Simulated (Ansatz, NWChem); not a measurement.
**How basis sets differ on CH7BGaN (SMILES C[B](N)[GaH2])**

CH7BGaN: 11 atoms, total charge 0, spin state singlet. As SMILES, `C[B](N)[GaH2]`. The shape is that of a PBE0-D4/def2-TZVP optimisation.

Quantity: the dipole moment, in D. The values are calculated.

```
      level          kind  program  value (D)  CPU time
  HF/STO-3G  Hartree–Fock   Ansatz       1.84       3 s
   HF/3-21G  Hartree–Fock   Ansatz       2.59     2.9 s
HF/def2-SVP  Hartree–Fock   NWChem       2.48      27 s
HF/6-311G**  Hartree–Fock   Ansatz       2.41      17 s
```

All-electron rows without a relativistic Hamiltonian named are non-relativistic. The values span 1.84 to 2.59 D. Magnitudes only. Sets without polarisation functions give poor dipoles. Times are those of the runs behind each value, whatever else they computed, on shared processors of several kinds: orders of magnitude only.

The Hartree–Fock dipole does not change steadily with basis flexibility. It rises from 1.84 D with STO-3G to 2.59 D with 3-21G, then falls back to 2.48 D with def2-SVP and 2.41 D with 6-311G**. Because the geometry is fixed, these shifts reflect the electron density alone. A minimal set has one fixed radial size for each valence shell, so it describes charge transfer between atoms of unlike electronegativity poorly. Splitting the valence shell relaxes that constraint, while polarisation functions let the density deform within bonds and around the nitrogen lone pair, which probably tempers the excessive charge separation of 3-21G. The molecule is sensitive to this balance: nitrogen draws σ density from boron but returns π density to its formally empty p orbital, and the polar Ga–H bonds add their own contribution. The total dipoles cannot show which of these dominates. The closeness of the two polarised results is encouraging but does not establish the Hartree–Fock limit, since diffuse functions could still shift the outer density.
